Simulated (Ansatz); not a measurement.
## A series in volume scale on Ti₃Si

Free energy against uniform scaling of the volume at fixed shape and fractions; periodic cell, basis, potentials, k mesh and filling as listed. The results are calculated, by Ansatz 0.2.0.

The cell before it is scaled or strained (space group Fm-3m, No. 225):
```
Ti3Si
1.0
      0.0000     3.1548     3.1548
      3.1548     0.0000     3.1548
      3.1548     3.1548     0.0000
Ti Si
3 1
Direct
  0.75000 0.75000 0.75000
  0.25000 0.25000 0.25000
  0.00000 0.00000 0.00000
  0.50000 0.50000 0.50000
```

Settings of every row: functional LDA; dispersion none; potentials PAW; wave cutoff 462.59 eV; density cutoff 1850.4 eV; k mesh 6x6x6; k shift 0x0x0; occupations cold; smearing width 0.1 eV; spin none; SCF threshold exponent -10.

Limits: coarse k mesh, up to 40 meV an atom off; minimum outside the range; the cell comes from a prototype or a list of computed structures and needn't be the stable phase.

| row | volume scale | V (Å³/atom) | energy above lowest point (meV/atom) |
| --- | --- | --- | --- |
| 1 | 0.9406 | 14.767 | 0 |
| 2 | 0.9703 | 15.233 | 13.7 |
| 3 | 1 | 15.699 | 38.5 |
| 4 | 1.0297 | 16.166 | ? |
| 5 | 1.0594 | 16.632 | 115.3 |

Question: what energy above lowest point should row 4 give?

Worked fit of energy above lowest point. Take u = (V_r/V)^(2/3) − 1 with V_r = 15.466 Å³ an atom, which is twice the finite (Eulerian) strain; such expansions in the strain, on which the Birch-Murnaghan equation of state is built, carry the rest volume and the bulk modulus. The shown rows have u = 0.03131, 0.01017, -0.00992, -0.0473. Least squares give energy above lowest point = 24.82 − 1238.8 × u + 14254 × u² meV/atom; a straight line predicts inner rows, each left out in turn, worse (root mean square 14 against 0.017 meV/atom). All shown rows lie on it to the printed digit. The withheld row has u = -0.02908, so the fit gives 24.82 − 1238.8 × (-0.02908) + 14254 × (-0.02908)² = 72.9 meV/atom.

The calculation gave 72.9 meV/atom. The fit meets it to the printed digit.
